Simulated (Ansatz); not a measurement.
## AlFe: Berry curvature against the Fermi level (computed with Ansatz 0.2.0)

Space group Pm-3m (No. 221), 2 atoms in the cell of the first input below: a = 2.910 Å, b = 2.910 Å, c = 2.910 Å, α = 90.00°, β = 90.00°, γ = 90.00°.

The structure is a measured one, not always of the ambient phase, taken without relaxation (pressure -5.9 GPa with this functional, without spin–orbit coupling). Functional: PBE.

Spin up, the majority, lies along +z, so the magnetisation points along −z and signs are opposite to those quoted for a magnetisation along +z. Input of the Wannier step:

```yaml
crystal:
  lattice:
    - [2.9100011415, 0.0, 0.0]
    - [0.0, 2.9100011415, 0.0]
    - [0.0, 0.0, 2.9100011415]
  atoms:
    - { symbol: Al, position: [0.0, 0.0, 0.0] }
    - { symbol: Fe, position: [0.5, 0.5, 0.5], spin: 0.83, spin_axis: [0.0, 0.0, 1.0] }
  symmetry: { detect: false, analysis: as_solved }
basis:
  ecutwfc: 420
  ecutrho_ratio: 4
kpoints:
  mp_grid: { grid: [8, 8, 8] }
hamiltonian:
  xc: pbe
scf:
  occupations: { method: gaussian, width: 0.05 }
  lower_state_search: "off"
  n_extra_bands: 42
output:
  forces: true
  stress: true
  eigenvalues: true
  populations: true
  wannier:
    kmesh: [6, 6, 6]
    projections:
      - { site: 0, l: s, shell: 3 }
      - { site: 0, l: p, shell: 3 }
      - { site: 1, l: s, shell: 4 }
      - { site: 1, l: p, shell: 4 }
      - { site: 1, l: d, shell: 3 }
    minimise: true
    stability_check: false
    conv_tol: 1.0e-06
    disentanglement:
      window: [0.008, 56.508]
      frozen_window: [4.508, 15.008]
      conv_tol: 1.0e-08
    ahc:
      kmesh: [24, 24, 24]
      sigma_tolerance_s_per_cm: 15.0
      fermi_levels: [13.3076, 13.4076, 13.5076, 13.6076, 13.7076]
magnetization:
  noncollinear: true
  spin_orbit: true
checkpoint:
  read: start.run
  write: ck
  compress: false
  write_wavefunctions: false
  write_every: 100000
```

```bash
ansatz run input.yaml --threads 8 --pin off --max-ram 15360MiB --backend cpu --events-out ev --progress --plain --runs-dir out
```

start.run is the saved state of an earlier run of the same cell.

Time: 3.6 min on 8 threads of Intel(R) Xeon(R) Processor @ 2.50GHz (Skylake/Cascade Lake), with other jobs on the host, peak memory 1.7 GiB.

**Question.** How large is σ_xy nearest the Fermi level, and how far do rigid shifts from -0.22 to 0.18 eV move it?

**Answer.** 321 S/cm (the program's sign) at -0.019 eV from this run's Fermi level; over the shifts it runs from -556 to 470 S/cm.

```tsv
shift (eV)	σ_yz	σ_zx	σ_xy (S/cm)	larger of the sampling and near-crossing errors
-0.219	2	-1	-448	15
-0.119	14	-14	-556	14
-0.019	3	-9	321	15
0.081	2	-19	470	15
0.181	10	0	366	15
```

Cell spin moment 0.75 μB in this run and 0.75 μB in the scalar-relativistic run on the 12×12×12 mesh. σ changes sign with the magnetisation. Symmetry was switched off, so components that the crystal's symmetry forbids show the noise of the model.

Caveats: coarse Wannier mesh, not compared with a finer one; parallel moments were imposed and no other order was compared; the order found in nature may be another, or none; the ferromagnetic state is metallic at this level, and the k-mesh was not tested.

The Hall response is governed by where the Fermi level falls: σ_xy changes sign between shifts of -0.119 and -0.019 eV, then stays positive without varying monotonically. Such a reversal probably reflects spin–orbit-split near-crossings of exchange-split bands with strong Fe 3d character. The Berry curvature is large and opposite in sign on the two sides of such a gap, so a small change in occupation can overturn the sum. The curvature was not resolved by band or k-point, so the crossings responsible remain unidentified. The value nearest the Fermi level is therefore sensitive to small errors in band position.

Well-ordered stoichiometric FeAl is known to lack long-range ferromagnetism, whereas this state carries 0.75 μB per cell. The likely cause is PBE's neglect of spin fluctuations, which weaken itinerant moments. The computed conductivity thus describes a hypothetical ferromagnet, not a spontaneous Hall effect expected in the ordered compound. Nor do the rigid shifts represent Fe-rich alloys, where antisite Fe atoms alter both the local moments and the bands.
